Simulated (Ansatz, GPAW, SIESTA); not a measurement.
**One calculation of InSb3, 3 ways**

```
Sb In
1.0
     4.80637    0.00000    0.00000
     0.00000    4.80637    0.00000
     0.00000    0.00000    4.80637
Sb In
3 1
Direct
  0.50000 0.50000 0.00000
  0.00000 0.50000 0.50000
  0.50000 0.00000 0.50000
  0.00000 0.00000 0.00000
```

The cell comes from a database or a generator and needn't be the stable form of this composition.

Alike in all runs: task band structure; functional PBE; k mesh 6 × 6 × 6; occupations fermi-dirac, width 0.05 eV; no spin polarisation; no spin-orbit coupling. Pressure is positive in compression and, in plane waves, holds the error of the finite cutoff.

| program and potentials | plane-wave cutoff (eV) | notes | pressure (GPa) |
| --- | --- | --- | --- |
| Ansatz, all-electron LAPW, scalar-relativistic | - | - | 0.19 |
| SIESTA, files PseudoDojo sr-pbe-0.4.1-standard, DZP (energy shift 0.003 Ry; two zetas on semicore shells) | - | atomic basis | 1.73 |
| GPAW, GPAW PAW data sets (gpaw-data 1.2.1) | 600 | - | -0.11 |

The pressure spans -0.11 (GPAW, GPAW PAW data sets (gpaw-data 1.2.1)) to 1.73 GPa (SIESTA, files PseudoDojo sr-pbe-0.4.1-standard, DZP (energy shift 0.003 Ry; two zetas on semicore shells)), with all-electron results at 0.19. Rows in atomic bases carry the error of their basis and grid, which can be large.

Differences between rows come from potentials, basis sets and numerical settings, since the functional is the same but for its coding. Runs on potential files found faulty are left out.

The all-electron and GPAW pressures, 0.19 and -0.11 GPa, place this cell close to the PBE equilibrium volume for the ordered cubic arrangement. Their opposite signs leave open whether it would expand or contract slightly on relaxation. SIESTA's 1.73 GPa instead favours a clearly larger cell, probably because its compact local orbitals describe the bonding and its volume dependence less completely.

A small pressure means that attraction and repulsion balance under uniform scaling, not that the bonding is favourable. In the close-packed geometry, each atom has many equivalent neighbours, which suits delocalised, multicentre bonding. Antimony, with its half-filled p shell, usually prefers a few short, directional bonds alongside longer contacts, as in the element, while indium and antimony form a tetrahedral network in InSb. Here cubic symmetry cancels the forces on all atoms and the shear stresses, so the structure is stationary by construction even if it is a saddle point; the pressures cannot reveal whether a distortion towards such directional bonding would lower the energy.
